A film on a thick crystal is held in two directions and free in the third. The table maps this situation for germanium in its metallic β-tin form, a high-pressure structure and not the familiar diamond-type semiconductor. The map lies around zero pressure, where the diamond type is the stable form, so the stiffness under high pressure will differ. Each energy column keeps the square base of the cell at one in-plane strain, from −3 % (row 1) in equal steps to +3 % (row 5). Strain zz, down the side, changes the length of the c axis.

Ge, I4_1/amd, a = 5.149, c = 2.795 Å (not relaxed at this level), in Ansatz 0.2.0: PBEsol, plane-wave PAW, scalar-relativistic, no spin polarisation, cutoff 420 eV, Gamma-centred 20×20×20 k mesh, Gaussian smearing 0.15 eV. Rows 1 to 5 have in-plane strains of −0.03, −0.015, 0, 0.015 and 0.03. Free energies are relative to the unstrained cell; pressure is positive in compression.

```
strain zz  energy change row 1 (meV/atom)  energy change row 2 (meV/atom)  energy change row 3 (meV/atom)  energy change row 4 (meV/atom)  energy change row 5 (meV/atom)  pressure row 2 (GPa)  pressure row 3 (GPa)  pressure row 4 (GPa)
    -0.03                            32.4                            14.0                             6.6                             9.3                            20.8                  4.61                  1.84                 -0.51
   -0.015                            20.5                             5.7                             1.5                             6.6                            20.3                  3.09                  0.51                 -1.73
        0                            12.9                             1.1                             0.0                             7.8                            23.6                  1.75                 -0.71                 -2.80
    0.015                             8.8                            -0.1                             1.6                            12.2                            30.2                  0.57                 -1.80                 -3.77
     0.03                             7.8                             1.6                             5.9                            19.1                            39.6                 -0.48                 -2.75                 -4.63
```

1. Which way does c go when the base is squeezed?

It gets longer. With the base squeezed by 3 %, the energy is lowest at the longest c in the table. With the base stretched by 3 %, it is lowest at a c shortened by 1.5 %. Minima interpolated between the points shift steadily towards shorter c through all five rows.

2. Why does it respond, and how strongly?

Squeezing the base crowds the atoms and costs energy. Lengthening c relieves the crowding and gives energy back, but c itself resists being stretched. The axis settles where the next bit of lengthening costs as much as it gains, and there the stress along z is zero. For small strains this balance can be written as

E/V = s e + (C11 + C12) e² + 2 C13 e z + ½ C33 z²

Here E/V is the energy change per volume, e the in-plane strain and z the strain zz. The constant s stands for the slight tension of the starting base; its tiny counterpart along z is left out here, though the program keeps it. C11 + C12 measures the stiffness of the base, C33 that of c, and C13 couples the two. Setting the slope along z to zero gives

2 C13 e + C33 z = 0
z = −(2 C13 / C33) e

Polynomials fitted along lines of five energies give 2 C13 = 113 GPa, from the four columns with a strained base, and C33 = 120 GPa, from row 3 alone. For a base squeezed by 1.5 %, c should therefore lengthen by (113/120) × 1.5 % = 1.4 %. The interpolated minimum lies at 1.3 %, though that row also helped to fix the coupling. The constants and misfits are in the output printed after this text.

A slab of an isotropic solid, pulled equally along its length and width, thins in the same way. It would match this crystal if its Poisson ratio were 0.32. The likeness goes further: equal strain of all three axes produces nearly equal stress in the plane and along c. The map shows this only for small strains that keep the base square; other distortions were not calculated.

3. Do the nearest bonds carry the coupling?

Only a small part of it, if they act as simple springs. Each atom has four short contacts, which lie just 15° out of the plane, and two longer ones along c. Squeezing the base shortens the four flat contacts, but lengthening c hardly restores them. Untensioned springs, matched to the stiffness of the base and of c, would lengthen c by only 0.2 % for each 1 % of squeeze.

A crystal that kept its volume would need 2 %, and the calculated response of about 0.9 % lies between the two pictures. What the springs lack may come from farther neighbours or from valence electrons whose energy depends on the volume. The latter is plausible in a metal, but the map does not separate the two. Resistance to changing bond angles would not help: here the angles depend only on the ratio c/a, so it would make c shrink along with the base.

4. What if c is held and the base is free?

The coupling is the same, but it now works against the stiffness of two axes together. Setting the slope along e to zero shifts the best base by −113/352 = −0.32 % for each 1 % of stretch along c, where 352 GPa is 2(C11 + C12). This is the ordinary tension test, and the isotropic slab would do the same. The table shows the direction: at the shortest c the energy is lowest in row 3, at the longest c in row 2, where the base is smaller.

5. Is the pressure zero where the energy of a row is lowest?

No, because the pressure is an average over three axes and only c is free. At the minimum of row 4, where the base is stretched by 1.5 %, the pressure is −1.9 GPa, which means tension. The stress along c vanishes there, so the two in-plane axes carry all of it, 3/2 × 1.9 = 2.9 GPa each. A relaxed c axis is thus no sign of a stress-free crystal.

6. Where does the simple model fail?

It fails at the larger strains. The response of c goes wrong mainly when the base is stretched. For a stretch of 3 % it predicts a c shorter by 0.94 × 3 % = 2.8 %, while the interpolated minimum lies at 2.1 %. The energies are off on both sides. With all axes stretched by 3 % the model gives 43.7 meV per atom instead of 39.6, and with all axes squeezed by 3 % it gives too little.

The general reason is well known: forces between atoms stiffen as the atoms approach and weaken as they separate, whereas the model keeps its constants fixed. The smaller response on the stretched side has two parts. With c shortened, its own stiffness rises: row 5 is more sharply curved near its minimum than row 3. The coupling also weakens: at the starting c, the slope of the energy along c grows less from row 4 to row 5 than from row 3 to row 4. Why the coupling weakens is left open by these numbers.

7. What does the −0.1 in row 2 mean, and which digits hold?

It is no sign of a new phase. The starting cell was not relaxed, and its base was slightly too wide. The model puts the true minimum of the map at a base smaller by 0.8 % and a c longer by 0.7 %, about 0.9 meV per atom below the start. A relaxed start would move the zero of the energies there and leave the coupling nearly as it is.

The sign of that entry is more credible than its size, since extrapolation to zero smearing turns −0.1 into −0.3 meV per atom. Such shifts stay below 0.4 meV per atom in the whole map, and the lowest entry of every row keeps its place. (The output calls 0.35 the largest shift; that is the value of row 5 at the shortest c, and the next point of that row shifts slightly more.) The separately calculated pressures support the sum 2(C11 + C12) + 2 C13, though not each constant alone: they fall by 1.52 GPa per 1 % of in-plane stretch, against 1.55 GPa from the energies. Convergence with cutoff and k mesh is not shown, and the PAW datasets were made for another functional, PBE. The response near the starting cell is therefore best quoted as about 0.9, without a second digit.

The analysis program printed:

```
Strain zz of lowest energy at each in-plane strain (here the row label equals the in-plane strain):
     row  in-plane strain in %  best strain zz in %
   -0.03                    -3                2.829
  -0.015                  -1.5                1.343
     0.0                     0             -0.05976
   0.015                   1.5               -1.253
    0.03                     3               -2.071
Curvature for in-plane strain, 2(C11+C12), in GPa: 352.1
Coupling of in-plane and zz strain, 2 C13, in GPa: 112.8
Curvature for zz strain, C33, in GPa: 120.3
Response of c in % per 1 % in-plane strain, from the curvatures at the reference: -0.938
Same response from the minima, compressed side (rows 1 to 3): -0.963
Same response from the minima, stretched side (rows 3 to 5): -0.6705
Poisson ratio of an isotropic solid with the same response: 0.3193
Fall of the in-plane curvature when c is free, in %: 30.06
Angle of the short contacts to the plane, in degrees: 15.18
Response of c that nearest-contact springs would give: -0.2156
Pressure change per 1 % zz strain, from energies, in GPa: -0.7771
Pressure change per 1 % zz strain, from the pressure column, in GPa: -0.7717
Pressure change per 1 % in-plane strain, from energies, in GPa: -1.55
Pressure change per 1 % in-plane strain, from the pressure columns, in GPa: -1.517
Reference pressure from energy slopes, in GPa: -0.7113
In-plane strain of the harmonic minimum of the map, in %: -0.8099
Strain zz of the harmonic minimum of the map, in %: 0.6998
Energy of that minimum against the reference, in meV/atom: -0.9359
Harmonic model in meV/atom:
     row  model row 1  computed row 1  model row 5  computed row 5
   -0.03        28.91            32.4        19.73            20.8
  -0.015        18.47            20.5        21.03            20.3
     0.0        11.16            12.9        25.46            23.6
   0.015        6.984             8.8        33.02            30.2
    0.03        5.933             7.8        43.71            39.6
Mean pressure at the energy minimum of row 4, in GPa: -1.906
In-plane stress over zz stress for equal strain of all axes: 0.9971
Largest shift of an energy on extrapolation to zero smearing, in meV/atom: 0.3485
Row 2 at zz strain 0.015, extrapolated to zero smearing, in meV/atom: -0.3267
```
